A band table lists energies at a few points of reciprocal space, and it is tempting to read the gap straight off it. The table below, computed with the TB-mBJ potential and without spin-orbit coupling, shows why that needs care. The crystal is BiTe with the rock-salt structure, in which each atom has six neighbours of the other kind. Ordinary BiTe is layered, so what follows should not be carried over to a film or a contact made of it.

Band energies of rock-salt BiTe (Fm-3m, measured cell, a = 6.470 Å) from Elk 11.2.3 (patched), all-electron APW+lo with TB-mBJ, scalar-relativistic, without spin polarization or spin-orbit coupling. The k mesh is 9 × 9 × 9 and the smearing 0.082 eV. Energies are relative to the Fermi energy, and bands are numbered down (-) and up (+) from it at each k-point.

| k-point | k in reciprocal vectors | band -4 (eV) | band -3 (eV) | band -2 (eV) | band -1 (eV) | band +1 (eV) | band +2 (eV) | band +3 (eV) | character of band -1 | character of band +1 |
| --- | --- | --- | --- | --- | --- | --- | --- | --- | --- | --- |
| GAMMA | 0 0 0 | -8.07 | -2.70 | -2.70 | -2.70 | 2.18 | 2.18 | 2.18 | Te p | Bi p |
| X | 0.5 0 0.5 | -9.94 | -5.67 | -4.11 | -4.11 | 2.48 | 3.61 | 3.61 | Te p | Te d |
| U | 0.625 0.25 0.625 | -10.69 | -5.32 | -3.61 | -3.49 | 1.93 | 2.03 | 4.03 | Te p | Bi p |
| K | 0.375 0.375 0.75 | -10.69 | -5.32 | -3.61 | -3.49 | 1.93 | 2.03 | 4.03 | Te p | Bi p |
| L | 0.5 0.5 0.5 | -1.62 | -0.64 | -0.64 | -0.64 | 7.71 | 8.05 | 8.33 | Bi p | Te p |
| W | 0.5 0.25 0.75 | -5.01 | -5.01 | -1.71 | -0.23 | 4.01 | 4.01 | 5.31 | Bi p | Te p |

**(a) The spacing between band -1 and band +1 is largest at L. Is L therefore the point where the Te p and Bi p bands lie farthest apart?**

*Solution.* No, because the numbering starts afresh from the Fermi energy at every point. At GAMMA, X, U and K, band -1 is the highest Te p band. At L and W its character changes to Bi p, which means that Bi p levels have dropped below the Fermi energy. At L all three have done so, and the spacing of 8.35 eV runs from the highest Bi p level to a band above the whole group.

Counting electrons shows why some Bi p levels must be filled. Apart from the closed d shells, Bi brings five electrons and Te six, eleven in total. Two s bands and three Te p bands take ten of them. The eleventh has to enter the Bi p bands, and the computed fillings indeed put one electron per cell there.

**(b) Where do the two groups come closest, and is there an energy range between them that no band enters?**

*Solution.* We must now compare the highest Te p band with the band directly above it. At L these are band -4, at -1.62 eV, and the lowest of the filled Bi p levels, at -0.64 eV. Their separation of 0.98 eV is the smallest among the listed points, so the apparent widest place is really the narrowest.

These two energies are also the highest of the lower band and the lowest of the upper band among all listed points. The regular mesh of points used for the filling shows no overlap either. The crystal thus has a gap, but the gap lies below the Fermi energy. The electron above it makes the crystal a metal.

**(c) Why are the two groups far apart at GAMMA and close together at L?**

*Solution.* A Te p orbital and a Bi p orbital pointing the same way mix and push each other apart in energy. How strongly they do so depends on how the contributions of the six neighbours add up. In a Bloch wave each neighbour enters with a phase set by the wave vector. At GAMMA all phases are equal; at L the two neighbours on opposite sides of an atom have opposite phases, and their contributions cancel. The levels at L then stay near the energies that they have without this mixing.

For p orbitals along $x$, the coupling through nearest neighbours is

$$h_x = 2S\cos\frac{k_xa}{2} - 2P\left(\cos\frac{k_ya}{2}+\cos\frac{k_za}{2}\right).$$

Here $a$ is the cubic cell edge, $S$ the size of the head-on (sigma) coupling to one neighbour and $P$ that of the sideways (pi) coupling. The other two directions follow by exchanging the axes. If $D$ is the energy difference before mixing, the mixed levels are separated by

$$\Delta E = \sqrt{D^2+4h^2}.$$

At L all three cosines vanish, so $h=0$. At GAMMA they are all 1, and $h=2S-4P$: the sideways coupling works against the head-on one. GAMMA is therefore not the point of strongest mixing.

**(d) At W there is a pair of levels at -5.01 eV and another at 4.01 eV. Can their separation be estimated from the other levels?**

*Solution.* It can, once three separations have fixed $D$, $S$ and $P$. For one p direction at W, the neighbour contributions also add up to zero. The two single levels there, at -1.71 and -0.23 eV, give $D=1.48$ eV.

At X, two of the three directions have $h=2S$. The filled pair at -4.11 eV belongs to them, and we take the empty pair at 3.61 eV as its partner because it too is twofold; the Te d level beneath it is skipped. With their separation of 7.72 eV,

$$2S=\tfrac12\sqrt{7.72^2-1.48^2}=3.79\ \text{eV}.$$

The separation at GAMMA, 4.88 eV, gives $2S-4P=2.33$ eV in the same way, and hence $2P=0.73$ eV. For the two remaining directions at W the cosines give a coupling of size $2S+2P$, since head-on and sideways contributions now act together:

$$\Delta E=\sqrt{1.48^2+4(3.79+0.73)^2}\approx 9.2\ \text{eV}.$$

The table has $4.01+5.01=9.02$ eV, a value that was not used to set the model. Without sideways coupling, the estimate would have been the 7.72 eV of X. The picture of six neighbours with phases thus accounts for the order GAMMA, X, W, and not only for the contrast with L. One label does not fit: the table names Te p for the upper pair at W, where the model gives Te a share of only 42 percent. With shares so close to half, a single label says little about such a level.

**(e) Does the same model give the size of the gap at L?**

*Solution.* Only roughly. With $h=0$ it predicts a separation equal to $D$, 1.48 eV, where the calculation has 0.98 eV. At K it is also too large by about half an electronvolt. Such an error matters little for a separation of 9 eV, but it is half of the gap at L.

The model also keeps the midpoint between the two mixed levels fixed, whereas in the table it is about 0.9 eV lower at L than at GAMMA. A likely cause, not tested here, is coupling between atoms of the same kind, which also depends on the wave vector. The model leaves out coupling to the s orbitals of the neighbours as well, but this cannot explain the lower midpoint: it vanishes at GAMMA by symmetry, and at L the lower-lying s levels push p levels up, not down. The model explains why the two groups come close at L, but it gives the same separation for the single levels at W. That L is the narrowest place, and how narrow it is, only the full calculation shows.

**(f) Which digits can be trusted?**

*Solution.* The levels at U and K agree to the last digit, but these points are equivalent by symmetry, so they would agree in a poor calculation too. The three equal levels at L mislead in the opposite way. Symmetry allows at most twofold levels there, and the third falls on the other two by coincidence.

The potential never reached its convergence target, so the second decimal should carry no argument. TB-mBJ was moreover designed for the gaps of semiconductors, and its spacings are less certain in a metal. The largest known error is the missing spin-orbit coupling, which can shift Bi p levels by an electronvolt or so and is taken up in (h). Within a calculation that leaves it out, separations of several electronvolts can be compared; a difference of 0.1 eV should not be interpreted.

**(g) What would change if Pb took the place of Bi?**

*Solution.* Pb has one electron fewer, so ten electrons would remain for the two s bands and three Te p bands, and these would be exactly full. If the bands kept their shape, the Fermi energy would fall into the gap found in (b). This agrees with what is well known of PbTe, a rock-salt semiconductor with its narrowest gap at L. The argument gives the place of the gap but not its width, because Pb also changes $D$.

**(h) Which of these results would survive spin-orbit coupling?**

*Solution.* The metal would, as long as the crystal stays non-magnetic and keeps one Bi and one Te per cell. Each band then still holds two electrons, and an odd number cannot fill a whole set of bands.

The gap below the Fermi energy is less secure. Spin-orbit coupling splits a threefold p level and lowers its lower part by two thirds of the splitting. The Bi p levels at L are nearly threefold, so a splitting of $0.98\times\tfrac32\approx1.5$ eV would bring the lowest of them down to the Te p level, even if the latter stayed where it is. The splitting in Bi is roughly of this size. Whether the two groups of bands remain apart at L, touch or change their order is thus the question that this table leaves open.
